Question

The table gives binding energies of the free arsenic atom from Dirac-Fock, LDA and PBE. ΔSCF is the total energy of the atom with a hole in the shell less that of the neutral atom, and ε is the Kohn-Sham eigenvalue of the filled shell.

Binding energies of the free As atom from the vacuum level by ΔSCF (radial B-spline Dirac-Fock and Kohn-Sham solver; Dirac equation, Fermi nucleus, spherical, no spin polarisation). Dirac-Fock is averaged over the configuration; LDA (VWN) and PBE omit Breit and QED terms. The screened hole has one more valence electron and models an edge from the Fermi level, as measured on the solid.

```
shell  Dirac-Fock ΔSCF with Breit and QED (eV)  Breit and QED part of it (eV)  LDA ΔSCF less Dirac-Fock (eV)  LDA: ΔSCF less (−ε) (eV)  PBE ΔSCF less Dirac-Fock (eV)  PBE: ΔSCF less (−ε) (eV)  Dirac-Fock, screened hole (eV)  measured edge (eV)
    K                                  11874.8                         -24.72                           22.4                     202.3                           43.8                     202.9                         11864.9               11867
   L1                                   1544.4                          -2.09                          -29.6                      31.1                          -27.4                      30.9                          1534.5                1527
   L3                                   1332.4                          -1.37                           -4.4                      37.5                           -3.8                      37.4                             n/a                 n/a
   M1                                    217.1                          -0.25                          -16.6                      11.0                          -15.8                      11.0                           207.2               204.7
   M3                                    151.9                          -0.11                           -9.4                      10.8                           -9.2                      10.7                             n/a                 n/a
   M4                                     49.3                           0.01                            2.3                      10.2                            2.0                      10.2                            39.5                41.7
   M5                                     48.6                           0.04                            2.2                      10.2                            1.9                      10.2                            38.8                41.7
   N1                                     18.4                          -0.01                            1.1                       4.8                            0.8                       4.8                             n/a                 n/a
  N23                                      8.4                           0.00                            1.0                       4.0                            0.8                       4.0                             n/a                 n/a
```

(a) Rank the steps between levels by size, for K and for 3d.
(b) Explain why −ε differs from ΔSCF and estimate the difference for K.
(c) Advise on a level for edges wanted to 10, 3 and 1 eV, with rough costs.

Model answer

(a) At K, replacing −ε by ΔSCF is worth 200 eV, Breit and QED 25 eV, the step from LDA to PBE 20 eV and the change from vacuum level to screened hole 10 eV. At 3d the same steps are 10 eV, under 0.1 eV, 0.3 eV and again 10 eV. The step from LDA to Dirac-Fock, with Breit and QED added to LDA, is 2.3 eV in size at both K and M4, but 31.7 eV at L1.

The deep limit is governed by the speed and compactness of the electron. The Breit and QED part at K, −24.72 eV, is mainly Gaunt interaction (−17.85) and self-energy (−8.95) in the same calculation, and outside K it never exceeds 2.1 eV in size. The functionals lack this part, so it must be added before they are judged. At K, LDA less Dirac-Fock becomes 22.4 − 24.7 = −2.3 eV, a change of sign, and PBE becomes +19.1 eV.

The step to the screened hole combines a change of reference level with screening by the added valence electron, and it is blind to depth: Dirac-Fock less screened hole is 9.8 to 9.9 eV in all five rows. Theory explains this. The added 4p electron lies outside the hole and sees a core with one more positive charge, much like that of selenium, wherever the hole sits.

(b) Janak's theorem states ∂E/∂n = ε(n) for occupation n of the orbital. In the limit where ε is linear in n, with slope U,

ε(n) = ε(1) − U(1 − n)
ΔSCF = −∫ε dn = −ε(1) + U/2 = −ε(½)

The numbers agree with the linear limit for LDA, though they do not prove it: half-occupied eigenvalues match ΔSCF within 0.33 eV at K and about 0.2 eV elsewhere. Read in this limit, the column ΔSCF less (−ε) is U/2. In a local functional the electron repels its own charge, so for frozen orbitals U is at most about the self-repulsion J. For a hydrogenic 1s orbital J = (5/8)ζ hartree with ζ = Z − 5/16, and nothing is fitted:

J/2 = (5/16)(33 − 5/16) = 10.2 hartree ≈ 278 eV

The LDA value, 202.3 eV, is 0.73 of this. The estimate gives the order only, since it omits relaxation and local exchange, which both lower U. As J goes with inverse orbital size, the gap shrinks outwards to 4 eV at 4p, except that the nodeless 2p (37.5) exceeds 2s (31.1). The gap is not a relaxation energy. Dirac-Fock eigenvalues are free of self-interaction and err the other way, relaxation lowering the K binding by 52 eV.

(c) The test is the five measured edges of the solid element (xraydb and xraylib tables). Mean absolute deviations from them are 46 eV for LDA −ε, 10.4 eV for Dirac-Fock from the vacuum level and 3.4 eV for the screened hole. LDA and PBE ΔSCF, given the Breit and QED part and the Dirac-Fock shift (borrowed on the assumption that it carries over), deviate by 8.7 and 10.7 eV.

For 10 eV on every edge, screened Dirac-Fock with Breit and QED alone succeeds; without those terms K is 22.6 eV too high. For 3 eV it serves on four edges and fails at L1 (+7.5 eV). The corrected functionals are within 1 eV at 3d but 22 to 24 eV low at L1 and about 14 eV low at M1. Intervals to M4, where a constant shift drops out, show the same deficits, so an error common to all shells in the borrowed shift is not their cause. No level gives 1 eV throughout, and screened Dirac-Fock gives it nowhere.

One SCF run yields all eigenvalues. ΔSCF for nine shells takes ten runs and half occupation nine. Dirac-Fock exchange couples shells in pairs, so its work grows roughly with the square of their number, and Breit and QED are first-order terms on finished orbitals. The sound order is ΔSCF first, then the reference level together with screening, then Dirac-Fock in place of LDA or PBE for 2s and 3s, and Breit and QED for K. PBE moves no shell but K by more than 2.2 eV.

Remarks on the reasoning

A good match in one row can be a cancellation. LDA −ε for M4, 41.4 eV, is 0.3 eV below the edge because the omitted 10.2 eV nearly equals the omitted 9.8 eV shift; at K it is 172 eV low. Likewise the agreement of LDA and PBE within 0.6 eV in the eigenvalue gap says nothing about the accuracy of either ΔSCF.

Three causes are untested here. LDA's success at K does not rank it above PBE: the hole is spin-unpolarised, half in each spin, which costs the ion exchange energy and may offset too weak a 1s exchange in the neutral atom. The deficit of both functionals at 2s, 3s and 3p may come from local exchange describing exchange between shells poorly, which is a guess. The excess of screened Dirac-Fock at L1 and M1 has the sign expected from omitted correlation, since an s hole mixes with Coster–Kronig configurations, but a free atom standing in for the solid could contribute too.

The limits bite at the 1 eV level. K and L1 are measured to the nearest eV, and M4 and M5 share 41.7 eV, so the computed 0.7 eV splitting goes untested. The 4p shell is averaged over j and configuration, without the ⁴S ground term or hole–4p multiplets. Dirac-Fock N23 is 1.4 eV below the measured ionisation energy of 9.79 eV, as expected when the exchange stabilisation of ⁴S and correlation are both left out.

For germanium or selenium the limits predict a K gap growing about linearly with Z, a Breit and QED part growing as Z³ to Z⁴, and a shift set by the valence binding of the next element.
